The row at 113 keV looks wrong. Down to that point the slope of the cross section on log-log axes steepens from each interval to the next, reaching $-2.86$ between 100 and 112 keV; between 112 and 113 keV it falls back to $-2.81$. The kink is rounding: the two energies differ by under 1 %, the entries 0.001379 and 0.001345 kb carry four figures, and the slope is therefore uncertain by $\pm 0.08$. The curve is smooth enough at the sampled points for a short rule.

The sizes to remember for this filled 3s subshell are 60 kb at 1 keV, a little under 1 kb at 9 keV and 2 b at 100 keV (1 kb is $10^{-21}$ cm²). Each decade of photon energy costs a little under two decades of cross section at first and well over two and a half at the end.

Photoionisation of the 3s (M1) subshell of Nb6+, [Ar] 3d10 4s2 4p5, from Radial Dirac-Fock and Kohn-Sham solver 2, with the initial ion's Dirac-Hartree-Slater potential and a Latter tail. Cross sections include all multipoles in the length form, beta the dipole term alone. The threshold is from Dirac-Fock Delta-SCF; the nuclear rms radius is 4.324 fm.

```csv
photon energies (eV),cross section (kb),beta
643,113.9,1.993
1000,60.18,1.995
3150,8.045,1.997
5060,3.142,1.997
9252,0.8604,1.996
13600,0.3559,n/a
15000,0.2821,n/a
29100,0.05491,n/a
40000,0.02391,n/a
52900,0.01127,n/a
100000,0.001906,n/a
112000,0.001379,n/a
113000,0.001345,n/a
200000,0.0002607,n/a
```

The cross section $\sigma$, from an independent-particle Dirac-Hartree-Slater calculation, counts 3s ionisation only, so the opening of the L and K shells leaves no step in it.

## The rule

With the photon energy $E$ in keV,

$$\sigma \approx \frac{6.4\times10^{4}\ \text{kb}}{E^{3.5}\,(1+x)^{5}}\left(1+\frac{t}{4}+\frac{t^2}{2}\right),\qquad x=\frac{3}{\sqrt E},\qquad t=\frac{E}{mc^2}.$$

The power 3.5 is Born theory. A photon brings much energy and little momentum, so the outgoing momentum $k$ must already be present in the bound orbital, and large momenta come from the cusp at the nucleus, where the momentum amplitude falls as $Z\psi(0)/k^4$. The squared dipole element gives $k^2k^{-8}$, the density of final states $k$, the photon normalisation $1/E$: together $k^{-5}/E\propto E^{-3.5}$. For a hydrogenic 1s pair the prefactor is $4\sqrt2\,\sigma_T\alpha^4Z^5(mc^2)^{3.5}$, with $\sigma_T$ the Thomson cross section, or $3.73\times10^6$ kb keV$^{3.5}$ at $Z=41$. A 3s pair gets a fraction $f$ of it, the ratio of densities at the nucleus.

The outgoing electron is no plane wave, since the nucleus distorts it. The measure is $\nu=Z\sqrt{\mathrm{Ry}/E}$, roughly the electron's reduced wavelength in units of the 1s radius, with $Z^2\,\mathrm{Ry}=22.9$ keV. For small $\nu$ the Stobbe formula reduces the Born value by $e^{-\pi\nu}$. As $\nu$ shrinks only like $E^{-1/2}$, the exponent $-3.5$ is approached very slowly. As $\nu$ grows, the exact hydrogenic factor falls more slowly than this exponential, until it ends at the threshold ($\nu=1$ for 1s, $\nu=3$ for 3s with a bare nucleus). The rule imitates the slower fall with $(1+\pi\nu/p)^{-p}$, an interpolation that shares the first-order term of the exponential and is not derived. For $p=5$, $\pi Z\sqrt{\mathrm{Ry}}/5=3.005$ keV$^{1/2}$, which is the 3 in $x$.

The last bracket reproduces, within 0.6 %, the ratio of the relativistic Sauter formula to the Born one over the table.

Two numbers are fitted. Least squares on $\ln\sigma$ over all 14 rows gives $p=5.14$ and $f=0.0178$, with an rms error of 0.9 % relative to the table. Rounding $p$ to 5 and matching the mean of $\ln\sigma$ over the same rows gives the prefactor $6.4\times10^4$ kb. The two are correlated ($f$ runs from 0.0138 to 0.0207 as $p$ goes from 4 to 6), but the rows pin them tightly, since the rms error grows to 35.8 % at $p=4$ and 16.0 % at $p=6$. Within the assumed form $f$ is thus an estimate of the density ratio, which the run does not print, and it lies below the unscreened hydrogenic $1/27$, as screening requires. Both rows worked below took part in the fit.

## From 643 eV to 1 keV

At 1 keV the estimate needs no calculator: $E^{3.5}=1$, $x=3$, $(1+x)^5=4^5=1024$, and the last bracket is 1.0005. So $\sigma\approx 64000/1024=62.5$ kb, against 60.18 kb in the table, 3.9 % high.

Here $\nu=4.78$, beyond the range of a 3s shell around a bare nucleus. The thousandfold reduction therefore cannot be read off the hydrogenic 3s formula. How much of it is Coulomb distortion by the nucleus and how much is screening was not worked out here; the fitted $p$ absorbs both. Differentiating the first two factors gives the local slope $-3.5+2.5x/(1+x)$, or $-1.62$ at 1 keV, between the table's $-1.45$ below and $-1.75$ above. The bare exponential is useless in this stretch. Matching the table with it would need $f=0.0194$ at 200 keV, 0.0312 at 29.1 keV and 893 at 643 eV.

The 643 eV row is the rule's worst, 10 % high. Most of this is the price of rounding $p$, for with $p=5.14$ the same row is off by only 1.6 %. That agreement should not be read as physics. The rule uses the photon energy throughout and knows nothing of the threshold at 568.68 eV, while the electron leaves with just 74 eV; below 643 eV the rule is untested. The calculation itself is weakest here too: it omits coupling to the 3p and 3d channels, uses the unrelaxed potential of the initial ion, and, as in all rows, averages the open 4p⁵ shell over $j$, so that no row belongs to a single initial level or 3s-hole multiplet.

## From 3 to 15 keV

Over these five rows the rule is within 2 % of the table, while the slope moves from $-1.98$ to $-2.37$. A single power law, fitted by least squares in log-log to all rows, has exponent $-2.29$; it shares the slope of the curve only in this stretch and is 117 % high at 643 eV.

The column beta is the asymmetry parameter $\beta$ in the dipole angular distribution $1+\beta P_2(\cos\theta)$, with $\theta$ measured from the polarisation. Its rule of thumb is 2: an s electron can only go to a p wave, which gives a pure $\cos^2\theta$ pattern. The values from 643 to 9252 eV lie between 1.993 and 1.997, and theory puts the small shortfall down to the relativistic difference between the $p_{1/2}$ and $p_{3/2}$ continua, which the table does not resolve. Being dipole only, $\beta$ leaves out the forward tilt that higher multipoles add as the energy rises.

## From 29 to 200 keV

At 100 keV, $E^{-3.5}=10^{-7}$, $x=0.3$, $1.3^5=3.713$ and $t=100/511=0.196$, so the bracket is 1.068. Then $\sigma\approx 6.4\times10^{-3}\times1.068/3.713=1.84\times10^{-3}$ kb against 0.001906 kb, 3.4 % low. All seven rows of this stretch come out 2.4 to 3.4 % low, again largely through the rounding of $p$: the unrounded fit stays within 1.1 %.

With $\nu=0.48$ the Coulomb factor still costs almost a factor of four, which is why the slope is near $-2.9$ and not $-3.5$. The relativistic bracket now works in the same direction and flattens the curve further; far above the table the full Sauter formula leads to $E^{-1}$, but the polynomial that stands in for it here would give $E^{-1.5}$, so the rule should not be carried beyond 200 keV. Dropping the bracket at fixed constants deepens the deficit to 9.6 % at 100 keV and 17 % at 200 keV. The numbers show that a growing correction of about the Sauter size is welcome, though a refit could absorb part of it. That relativity and higher multipoles are its cause is theory, and their shares are not separated here. Multiplying the Sauter ratio, a lowest-order result in $Z\alpha$, by the Coulomb factor is an assumption when $Z\alpha=0.30$.

## Accuracy and transfer

The rule holds 13 of 14 rows within 5 % of the table over a fall by a factor $4\times10^5$. If the prefactor is set from one known row instead, the worst error over the curve lies between 7 % and 14 %, depending on the row chosen. A parabola in $\ln E$ with three least-squares constants interpolates better than the rounded rule (rms 2.2 % against 3.7 %), but it steepens without limit and contains no $Z$.

For the 3s shell of a neighbouring element the derivation suggests scaling the 3 in $x$ with $Z$ and the prefactor with $fZ^5$. At high energy the cross section then rises steeply with $Z$, whereas at low energy the Coulomb factor cancels much of that rise: at fixed $f$ the local power of $Z$ is $5/(1+x)$, only 1.25 at 1 keV, and the slow growth of $f$ with $Z$ comes on top. The exact hydrogenic 3s factor depends on $\nu$ alone, which suggests that $p\approx5$ carries over to neighbours, but the interpolation was not compared with that factor and the table holds only one curve. Theory says the form does not suit p subshells, whose non-relativistic density vanishes at the nucleus and whose Born limit is $E^{-4.5}$.
